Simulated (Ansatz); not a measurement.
Ligand exchange: C2H3N + GaH2(SH) → C2H2S + GaH2(NH2)

Species: C2H3N `C#CN`, singlet; GaH2(SH), singlet; C2H2S (ethynethiol) `C#CS`, singlet; GaH2(NH2), singlet. The partners trade NH2 for SH: C–NH2 and Ga–SH bonds give way to C–SH and Ga–NH2.

Shapes, held fixed at every level: PBE0-D4/def2-TZVP. Programs: Ansatz 0.2.0. The zero-point and thermal change to 298 K, harmonic and unscaled (PBE0-D4/def2-TZVP), is -2.8 kJ/mol.

```csv
level,kind,ΔH(298 K) (kJ/mol),less CCSD(T)/def2-TZVPP
HF/def2-TZVPP,Hartree–Fock,+47.5,+19.6
SPW92/def2-TZVPP,LDA,+41.9,+14.0
BHLYP-D4/def2-TZVPP,global hybrid,+41.8,+13.9
PBE0-D4/def2-TZVPP,global hybrid,+43.7,+15.8
r2SCAN0-D4/def2-TZVPP,global hybrid,+42.0,+14.1
CCSD/def2-SVP,coupled cluster or CI,+41.0,+13.1
CCSD/def2-TZVPP,coupled cluster or CI,+30.6,+2.7
CCSD(T)/def2-TZVPP,coupled cluster or CI,+27.9,0.0
```

The highest level, CCSD(T)/def2-TZVPP, gives ΔH(298 K) = +27.9 kJ/mol; the levels span +27.9 to +47.5. The column of differences is taken from that level and isn't an error. No measured value is set beside it here. Relativity is left out for Ga unless named. Correlated rows may include outer-core shells of Ga, which these sets cover unevenly.

The exchange is endothermic at every level, so the pairing of C–NH2 with Ga–SH is favoured over C–SH with Ga–NH2. Electronegativity alone would suggest the reverse, with the most electropositive centre taking the more electronegative nitrogen. The preference probably starts at carbon: the nitrogen 2p lone pair conjugates well with the alkynyl π system and strengthens the short C–N bond, whereas the more diffuse sulfur 3p lone pair overlaps less. Any π donation from nitrogen into the empty 4p orbital of gallium is evidently too weak to compensate.

The sign is thus secure across the methods, but the size is not. Enlarging the basis lowers the CCSD value from +41.0 to +30.6 kJ/mol, a far bigger step than adding triples, so the remaining uncertainty probably lies more in the basis and the treatment of the gallium shells than in higher excitations. The gap between the density functionals and CCSD(T) therefore can't be read simply as functional error, nor does the functionals' close mutual agreement establish their value.
